## Is the volume enough to know the pressure?

PtSe₂ is built of layers. In each one a sheet of platinum lies between two sheets of selenium, and the layers are stacked along the edge c. If such a crystal gains half a percent in volume, how far does its pressure fall? The question matters in practice, since a volume quoted alone does not say which edge has grown.

The table gives stresses from hybrid density functional theory, counted positive when the cell pushes outward. Stress xx acts within the layers and, by symmetry, equally along both in-plane directions. Stress zz acts along c. The pressure is the mean of the three, and c/a is the ratio of the edges.

Ansatz 0.2.0 calculations for bulk PtSe₂ with the HSE06 functional and PAW potentials, without spin polarisation or spin–orbit coupling, using a 420 eV plane-wave cutoff, a 6×6×4 k mesh and Fermi–Dirac smearing of 0.02 eV. The atoms are held at positions relaxed with r²SCAN+rVV10 in each cell. Pressure and stress are positive in compression.

| volume (Å³/atom) | c/a | shortest distance (Å) | pressure (GPa) | stress xx (GPa) | stress zz (GPa) |
| --- | --- | --- | --- | --- | --- |
| 17.738 | 1.4153 | 2.457 | 17.000 | 21.000 | 8.900 |
| 19.934 | 1.4153 | 2.494 | 4.000 | 5.300 | 1.600 |
| 20.241 | 1.4153 | 2.499 | 2.800 | 3.600 | 1.000 |
| 20.308 | 1.4153 | 2.500 | 2.500 | 3.300 | 0.900 |
| 21.179 | 1.4153 | 2.514 | -0.600 | -0.800 | -0.200 |
| 21.285 | 1.4223 | 2.515 | ? | ? | ? |
| 21.931 | 1.4153 | 2.527 | ? | ? | ? |

Two cells await their stresses. The one at 21.931 Å³/atom continues the uniform expansion of the other rows, with c/a unchanged. The one at 21.285 is different: its volume and c/a together show that a is the same as at 21.179, while c is longer by 0.50 %.

### Stiff layers, soft gaps

The cell under a uniform strain is under anything but a uniform pressure. At the smallest volume, stress xx is 21.0 GPa and stress zz only 8.9 GPa. In a pressure cell filled with fluid, where all three stresses must be equal, the crystal would shorten c further until they matched.

The cause lies in the bonding. A change of a strains the covalent Pt–Se bonds and the angles between them, which costs much energy. A change of c can be taken up between the layers, where selenium faces selenium and the contact is much weaker than a Pt–Se bond.

The shortest distance shows how the atoms share out the strain. With the edge a it gives the height of selenium above platinum, by Pythagoras. From 21.179 down to 17.738 Å³/atom the layer thickens from about 2.6 to 2.8 Å, because selenium squeezed from the sides moves outward. The gap between layers must then close from about 2.7 to 2.2 Å, by a far larger fraction than c itself.

This explains why stress zz starts low but climbs steeply under compression. The electron clouds of facing selenium sheets begin to overlap, and such repulsion grows roughly exponentially as the gap closes. On expansion the same repulsion fades, and stress zz should change more slowly.

### From one strain to another

For the uniform series, each stress was fitted with a quadratic in the strain of the edges, using the five known rows. At 21.179 Å³/atom the slopes are 263 GPa per unit strain for stress xx and 50 GPa for stress zz. By these fits the crystal answers a uniform strain about five times more strongly in the plane than across it. The four compressed cells are semimetals on a k mesh that may be coarse, yet their stresses join smoothly to the fifth.

No known row has c stretched alone, but elasticity supplies the link. Let C33 be the fall of stress zz per unit stretch of c, and C13 its fall per unit stretch along one in-plane direction. A uniform strain stretches both in-plane directions and c, so stress zz falls with the slope 2C13 + C33. This is the 50 GPa just found.

Now stretch c alone. Stress zz falls by C33 per unit strain, and each of the two in-plane stresses falls by C13. The last statement holds because elastic constants are symmetric: both cross effects are the same mixed second derivative of the energy. The mean of the three stresses therefore falls by (2C13 + C33)/3, which is one third of a slope already known.

The estimate for 21.285 Å³/atom starts from the pressure at 21.179, which is −0.55 GPa before rounding. The stretch of 0.0050 changes it by −50 × 0.0050 / 3 = −0.08 GPa, giving −0.63 GPa. If volume alone mattered, the uniform curve could be read at the new volume, and it gives −0.86 GPa.

In a cubic crystal the two routes would agree for small strains. Its three edges are equivalent, so to first order only the change of volume counts. The disagreement here is a direct result of the layers.

### The forecasts

At 21.285 Å³/atom the forecast pressure is −0.63 ± 0.10 GPa, hardly moved from its value at 21.179. Dividing the change between the directions needs a guess, C13 = C33/4. It gives −0.8 ± 0.1 GPa for stress xx and −0.3 ± 0.1 GPa for stress zz.

At 21.931 Å³/atom the quadratics give a pressure of −2.5 ± 0.2 GPa, a clear tension that lies nearly all in the plane. Stress xx should be −3.6 ± 0.2 GPa and stress zz −0.5 ± 0.3 GPa. The last range is wide because an exponential curve for stress zz gives a stronger tension. All these ranges are judgements, not statistical errors.

### The computed values

The withheld rows as computed:

| volume (Å³/atom) | c/a | shortest distance (Å) | pressure (GPa) | stress xx (GPa) | stress zz (GPa) |
| --- | --- | --- | --- | --- | --- |
| 21.285 | 1.4223 | 2.515 | -0.700 | -0.900 | -0.300 |
| 21.931 | 1.4153 | 2.527 | -2.700 | -3.600 | -0.800 |

At 21.285 Å³/atom the pressure is −0.7 GPa, within the forecast range. The forecast misses this rounded value by 0.07 GPa, the value from volume alone by 0.16 GPa. Before rounding the pressure is −0.67 GPa, so it fell by 0.12 GPa from 21.179 Å³/atom, where 0.08 GPa was forecast. Stress xx separates the two ideas more clearly. The uniform curve would put it at −1.18 GPa, and the calculation gives −0.9 GPa. Volume alone does not fix the stress, and a strained sample needs both edges reported.

The guessed division did less well. Both stresses stay within their ranges, but only because the ranges are wide. Before rounding, stress xx fell by 0.12 GPa where the guess gave 0.04 GPa, and stress zz by 0.10 GPa where it gave 0.16 GPa. Pulling the layers apart therefore seems to drive the in-plane stress further into tension than C13 = C33/4 allows. The stresses are only loosely converged, so changes this small should not be turned into elastic constants.

At 21.931 Å³/atom stress xx is −3.6 GPa, as forecast. Stress zz is −0.8 GPa, at the very edge of its range and, before rounding, just beyond it. This accounts for most of the error in the pressure, which is −2.7 GPa.

The shape of the fitted curve explains that miss. The quadratic for stress zz reaches its lowest point at a strain of 50/(2 × 1738) = 0.014, only just beyond this cell, so it has almost stopped falling. A repulsion that fades gradually gives no reason for so early a halt. The exponential curve gives −0.80 GPa, although it follows the five known rows less closely than the quadratic. It is also steeper at 21.179 Å³/atom, with a slope of 26.31 × 2.418 = 64 GPa instead of 50 GPa. That slope would have raised the forecast fall in pressure for the stretch of c from 0.08 to about 0.11 GPa, so both misses fit the same flaw in the quadratic, though the one after the stretch of c is small enough to come from loose convergence. A close fit to compressed cells was a poor guide to the stretched one, but a single row cannot establish the exponential law.

### What this pressure does not tell

It is tempting to take the volume at which the pressure passes through zero as the equilibrium volume. Here that would be wrong. Between 20.308 and 21.179 Å³/atom the pressure changes sign, and the two computed values average only 1.0 GPa. Yet the energy falls over this step as if the mean pressure were 2.4 GPa.

The selenium atoms can account for the difference. Their positions were relaxed with another functional, so the hybrid functional still exerts forces of about 0.3 eV/Å on them. As the cell expands, selenium moves towards the platinum sheet relative to the stretched lattice. If the forces point the same way, their work adds 1.5 GPa, which closes the account to within 0.1 GPa. The finite plane-wave basis could contribute as well.

The symmetry argument for C13 needs atoms that follow the strain under a constant force. That holds roughly here, since the forces change little from 19.934 to 21.285 Å³/atom.

Stress zz carries one more reservation. The hybrid functional lacks the dispersion attraction between layers, which would shift this stress towards tension at a given geometry. The contrast between stiff layers and soft gaps rests on the bonding, but the exact zero of stress zz depends on the functional and on where the selenium atoms are held. The output below lists the fits and every miss.

Numerical output:

```
fit of sx on 5 rows: constant -0.747 +/- 0.013, coefficient of strain -262.6 +/- 1.2, coefficient of strain**2 1788 +/- 18; rms 0.00843, worst 19.934 0.014, leave-one-out rms 0.261
  rows outside the fit (model, value, miss): 21.285 -1.179, -0.9, -0.279; 21.931 -3.56, -3.6, 0.0402
fit of sz on 5 rows: constant -0.1528 +/- 0.0072, coefficient of strain -49.84 +/- 0.66, coefficient of strain**2 1738 +/- 10; rms 0.00461, worst 19.934 -0.00768, leave-one-out rms 0.143
  rows outside the fit (model, value, miss): 21.285 -0.2309, -0.3, 0.0691; 21.931 -0.4973, -0.8, 0.303
fit of sz on 5 rows: constant -2.583 +/- 0.033, coefficient of exp(-s*strain) 2.418 +/- 0.013, s 26.31; rms 0.0255, worst 19.934 -0.0401, leave-one-out rms 2.27
  rows outside the fit (model, value, miss): 21.285 -0.2686, -0.3, 0.0314; 21.931 -0.8024, -0.8, -0.0024
Change of edge a from 21.179 to 21.285, percent: 0.001957
Change of edge c from 21.179 to 21.285, percent: 0.4966
Fall of stress xx per unit uniform strain at 21.179, GPa: 262.6
Fall of stress zz per unit uniform strain at 21.179, GPa: 49.84
Forecast pressure at 21.285 from stretch of c, GPa: -0.6329
Rival pressure at 21.285 from volume alone, GPa: -0.8631
Forecast pressure at 21.931, GPa: -2.539
Computed pressures at 21.285 and 21.931, GPa: -0.7, -2.7
Forecast less computed pressure at 21.285, GPa: 0.06706
Rival less computed pressure at 21.285, GPa: -0.1631
Forecast less computed pressure at 21.931, GPa: 0.1611
Forecast stress xx at 21.285 with guessed split, GPa: -0.7917
Forecast stress zz at 21.285 with guessed split, GPa: -0.3155
Forecast less computed stress xx at 21.285, GPa: 0.1083
Forecast less computed stress zz at 21.285, GPa: -0.01546
Energy drop per volume from 20.308 to 21.179, GPa: 2.434
Average of the two computed pressures there, GPa: 0.9675
Work of the leftover Se forces per volume there, GPa: 1.532
```
